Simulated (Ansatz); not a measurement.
# Ga2O3 (C2/m): one-shot G0W0 gap against the fraction of exact exchange in a PBE hybrid start

By a rough rule of thumb, a one-shot G0W0 step makes good most of what the starting functional gets wrong, so the choice of start matters little. Ga2O3 in its monoclinic C2/m form puts this to the test. It is a wide-gap oxide for power switches and ultraviolet detectors, and the size of its gap bears on breakdown field and absorption edge.

Problem: the fraction α of exact exchange in a PBE hybrid is raised from 0 to 0.90, with structure, mesh and G0W0 settings fixed. Find how far the starting gap and the G0W0 gap move, explain the difference, and estimate the G0W0 gap at α = 0.35. The gaps are compared with one another, not with experiment.

## Computational details

Structures are measured cells from a diffraction database. Ansatz 0.2.0, plane waves with PAW (wavefunction cutoff 420 eV), no spin polarisation. One-shot G0W0 by contour deformation on a 4×4×2 mesh with 479 bands and a screening cutoff of 150 eV, short of the basis limit, all fixed; only the start changes: a global hybrid of PBE with a fraction α of exact exchange, self-consistent. All ran on one NVIDIA H100 80GB HBM3 (shared by 6 runs), shared with other work, so times are rough. The PAW files of Ansatz are those of its set soft_1.

Notes on method and selection:

- The G0W0 steps are scalar-relativistic: spin-orbit coupling is not in them.
- The program flags the k mesh as coarse for exact exchange, which bears on the hybrid starts and not on PBE.
- Runs that did not converge, have known faults or may not be shown are not listed, and runs on Ansatz's PAW sets soft_1 and soft_2 are kept to separate tables.

Columns:

- α: fraction α of exact exchange in the start (0 is PBE).
- RPA ε∞: RPA ε∞ of the start on the mesh (harmonic mean).
- Z valence: renormalisation factor Z at the valence edge.
- G0W0 gap (eV): G0W0 gap on the mesh.
- start gap (eV): gap of the starting calculation on the same mesh.
- correction (eV): G0W0 gap less start gap.
- time (s): wall time of the whole run.

Input lines of one member:

```
kpoints:
  mp_grid: { grid: [4, 4, 2] }
hamiltonian:
  xc: pbe
  pseudopotentials: { kind: paw, azcp: { folder: soft_1 } }
scf:
  occupations: { method: fixed }
gw:
  n_empty_bands: 435
  ecut_chi: 150.0
  qp_bands: [v3, c3]
  qp_kpoints: band_edges
  screening: { model: contour_deformation }
```

Command (options for logging and memory left out): `ansatz run input.yaml --threads 2 --backend cuda --devices 1 --max-vram 13GiB`

## Computed values

| member | α | RPA ε∞ | Z valence | G0W0 gap (eV) | start gap (eV) | correction (eV) | time (s) |
| --- | --- | --- | --- | --- | --- | --- | --- |
| α = 0 | 0.00 | 4.17 | 0.760 | 4.21 | 2.44 | 1.77 | 24 |
| α = 0.2 | 0.20 | 3.25 | 0.800 | 5.16 | 4.47 | 0.69 | 74 |
| α = 0.35 | 0.35 | ? | ? | ? | ? | ? | 88 |
| α = 0.5 | 0.50 | 2.59 | 0.842 | 6.32 | 7.67 | −1.35 | 83 |
| α = 0.6 | 0.60 | 2.45 | 0.852 | 6.66 | 8.77 | −2.11 | 98 |
| α = 0.9 | 0.90 | 2.13 | 0.879 | 7.56 | 12.13 | −4.57 | 77 |

Cells marked ? are withheld until the estimate has been made.

## What drives the series

Solution: both gaps rise from row to row, but at very different rates. From α = 0 to 0.90 the starting gap grows by 12.13 − 2.44 = 9.69 eV and the G0W0 gap by 7.56 − 4.21 = 3.35 eV. The ratio is 3.35 / 9.69 = 0.35, so G0W0 removes about two thirds of the dependence on the start. The rule of thumb holds for that part only, since a spread of 3.35 eV is far from negligible.

The starting gap rises because exact exchange lowers the occupied, mainly oxygen 2p states relative to the empty ones, nearly in proportion to α. Some of the slope may be numerical, as the mesh is coarse for exact exchange. The gap also changes from indirect at α = 0 and 0.20 to direct at Γ in the higher rows, while the G0W0 gap stays indirect.

G0W0 replaces the exchange and correlation of the start by its own self-energy, which takes out the direct effect of α. What remains comes in through the starting energies and orbitals, probably for the most part by way of the screening. A wider starting gap makes the crystal harder to polarise, and ε∞ falls from 4.17 to 2.13. Exchange is then less screened and opens the gap further. In the simplest picture this part grows as 1/ε∞, and a straight line in 1/ε∞ drawn through the first and last rows meets the three shown between them to about 0.04 eV. That agrees with the screening argument, though both quantities are driven by α.

The same picture fits the flattening of the G0W0 curve, since 1/ε∞ also rises ever more slowly with α. The slope of the G0W0 gap is (5.16 − 4.21) / 0.20 = 4.8 eV per unit of α between the first two rows and 0.90 / 0.30 = 3.0 eV between the last two. The correction, positive at α = 0 and 0.20, is negative from α = 0.50 on, where the start has a wider gap than G0W0 gives and its screening is therefore probably too weak.

## A prediction

Plain estimates from the members shown:

- α = 0.35, straight-line interpolation between α = 0.2 and α = 0.5: w = (0.35 − 0.20) / (0.50 − 0.20) = 0.500, so 5.16 + 0.500 × (6.32 − 5.16) = 5.74 eV

The straight-line value of 5.74 eV should be slightly low, because the G0W0 gap bends downwards with α and a chord lies below such a curve. The bend can be taken from the hybrid rows at α = 0.20, 0.50 and 0.60.

The slopes are 1.16 / 0.30 = 3.87 and 0.34 / 0.10 = 3.40 eV per unit of α. The coefficient of the squared term is (3.40 − 3.87) / (0.60 − 0.20) = −1.2 eV. At α = 0.35 it adds −1.2 × (0.35 − 0.20) × (0.35 − 0.50) = +0.03 eV to the chord, which gives 5.74 + 0.03 = 5.77 eV.

The same construction can be tried on α = 0.20, using the rows at 0, 0.50 and 0.60. The chord gives 4.21 + 0.20 × 2.11 / 0.50 = 5.05 eV. The coefficient of the squared term is (3.40 − 2.11 / 0.50) / 0.60 = −1.37 eV, and with the bend the result is 4.21 + 0.20 × 2.11 / 0.50 + 1.37 × 0.20 × 0.30 = 5.14 eV against 5.16 eV in the table. The chord alone misses by 0.11 eV. For α = 0.50, the rows at 0.20, 0.60 and 0.90 give 6.32 eV, as tabulated.

The change of the starting gap from indirect to direct calls for no further shift, since the G0W0 gap keeps the same band edges throughout. The two trials miss by about 0.02 eV and by less than 0.01 eV, the larger miss over a wider interval than the one needed here, so 0.02 eV is a fair standard deviation.

**Committed estimate, α = 0.35: G0W0 gap = 5.77 ± 0.02 eV.**

## The answer

| member | α | RPA ε∞ | Z valence | G0W0 gap (eV) | start gap (eV) | correction (eV) | time (s) |
| --- | --- | --- | --- | --- | --- | --- | --- |
| α = 0.35 | 0.35 | 2.86 | 0.823 | 5.77 | 6.06 | −0.28 | 88 |

| member | estimate | G0W0 gap (eV) | computed | estimate − computed | miss in error bars |
| --- | --- | --- | --- | --- | --- |
| α = 0.35 | committed | 5.77 | 5.77 | 0.00 | 0.0 |
| α = 0.35 | interpolation | 5.74 | 5.77 | −0.03 |  |

The estimate of 5.77 eV agrees with the computed gap to the printed digits and so lies inside its error bar of 0.02 eV. The straight-line interpolation is 0.03 eV too low. Both the sign and the size of the correction for the bend were right, and no further shift was needed. The error bar covers only the interpolation between rows on this mesh, not the error of the mesh itself.

The new row also bears on the screening argument. With ε∞ = 2.86, the line in 1/ε∞ through the first and last rows gives 4.21 + 3.35 × (1/2.86 − 1/4.17) / (1/2.13 − 1/4.17) = 5.81 eV, which is 0.04 eV too high. A line in α through the same two rows gives 4.21 + 3.35 × 0.35 / 0.90 = 5.51 eV, which is 0.26 eV too low. The falling response of the start thus follows most of the flattening. This is consistent with screening as the main route by which α reaches the G0W0 gap, but does not prove it, since the orbitals and starting energies change along with it.

## Where the trend breaks

No row stands out. From one row to the next the slope of the G0W0 gap falls steadily, from 4.8 to 3.0 eV per unit of α, while that of the starting gap rises slightly, from about 10 to 11 eV. Neither column shows a step where the starting gap turns from indirect to direct on the mesh, but none could be expected: the direct and indirect gaps differ by far less than the gaps change from row to row. With so small a difference on one coarse mesh, and with band edges that may lie between its points, the type of gap is not settled. I was wrong to state the change to a direct starting gap, and the indirect G0W0 gap, as properties of the crystal; they describe the order of levels on this mesh.

I also drew the mesh warning too narrowly in the notes on method. The program raises it only for the hybrid starts, but the exchange part of the G0W0 self-energy is summed over the same mesh in every row, so the G0W0 gap from PBE is affected as well.

## Cost against accuracy

The run from PBE took 24 s and those from hybrids 74 to 98 s, or 74 / 24 = 3.1 to 98 / 24 = 4.1 times as long. As the G0W0 settings are the same, the likely reason is the exact exchange in the self-consistent start. Among the hybrids the times show no order in α, as expected when only the weight of the exchange term changes. The extra minute or so buys a start with a wider gap and weaker screening, which raises the G0W0 gap by 5.16 − 4.21 = 0.95 eV or more. Whether that brings it nearer to experiment is not shown in the table.

## Conclusions and limits

Between α = 0 and 0.90 the one-shot gap of this crystal, on the 4×4×2 mesh, keeps about a third of the change in the starting gap. The series has no second mesh, so it does not show how far this share or the gaps themselves depend on the mesh, nor whether the gap is direct or indirect. Within that range, a parabola through three neighbouring rows gave a further row to about 0.02 eV or better in three trials.

Near α = 0.35, a change of 0.10 in α moves the G0W0 gap by 0.10 × 1.16 / 0.30 = 0.39 eV. The correction changes sign between α = 0.20 and 0.35, on a straight line at 0.20 + 0.15 × 0.69 / (0.69 + 0.28) = 0.31, where both gaps are about 5.6 eV. That is a point of consistency at these settings, not a proof of the right gap, since the mesh is coarse for exchange, the basis is short of its limit and the one-shot method is itself approximate.

Lattice vibrations, left out here, would lower the gap by roughly a few tenths of an eV, which matters in a comparison with experiment.

[Logs are printed without paths, hosts, clocks, repeated set-up lines and the standing remarks that a program may print on its own settings, such as how far it seeks lower states.]
